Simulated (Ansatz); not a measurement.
# AlFe2: energy above lowest point against volume scale

Results calculated with Ansatz 0.2.0, not measured. Free energy against uniform scaling of the volume at fixed shape and fractions; periodic cell, basis, potentials, k mesh and filling as listed.

The cell before it is scaled or strained (space group P6/mmm, No. 191):
```
CELL_PARAMETERS angstrom
4.13490 0.00000 0.00000
-2.06750 3.58090 0.00000
0.00000 0.00000 2.55220
ATOMIC_POSITIONS crystal
Al 0.00000 0.00000 0.00000
Fe 0.33333 0.66667 0.50000
Fe 0.66667 0.33333 0.50000
```

Settings of every row: functional LDA; dispersion none; potentials all-electron LAPW; k mesh 7x7x9; k shift 0x0x0; occupations cold; smearing width 0.1 eV; spin collinear; basis error target 0.0005 eV/atom.

Limits: coarse k mesh, up to 40 meV an atom off; minimum outside the range; state may not be the lowest; the cell comes from a prototype or a list of computed structures and needn't be the stable phase.

```
row  volume scale  V (Å³/atom)  energy above lowest point (meV/atom)
  1          0.92       11.589                                     0
  2          0.96       12.093                                  26.8
  3             1       12.597                                     ?
  4          1.04         13.1                                 109.5
  5          1.08       13.604                                 169.2
```

Question: what energy above lowest point should row 3 give?

Worked fit of energy above lowest point. Take u = (V_r/V)^(2/3) − 1 with V_r = 12.596 Å³ an atom, which is twice the finite (Eulerian) strain; such expansions in the strain, on which the Birch-Murnaghan equation of state is built, carry the rest volume and the bulk modulus. The shown rows have u = 0.05712, 0.02754, -0.02582, -0.05003. Least squares give energy above lowest point = 62.9 − 1630.4 × u + 9492 × u² meV/atom; a straight line predicts inner rows, each left out in turn, worse (root mean square 16 against 4.3 meV/atom). The rows lie off it by -0.7, 1.6, -1.8, 1.0 (root mean square 1.4 meV/atom). The withheld row has u = -5e-05, so the fit gives 62.9 − 1630.4 × (-5e-05) + 9492 × (-5e-05)² = 63.0 meV/atom.

The calculation gave 62.7 meV/atom. The fit lies 0.3 meV/atom (0.18 % of the column's range) above it; its largest miss of a shown row is 1.8 meV/atom.
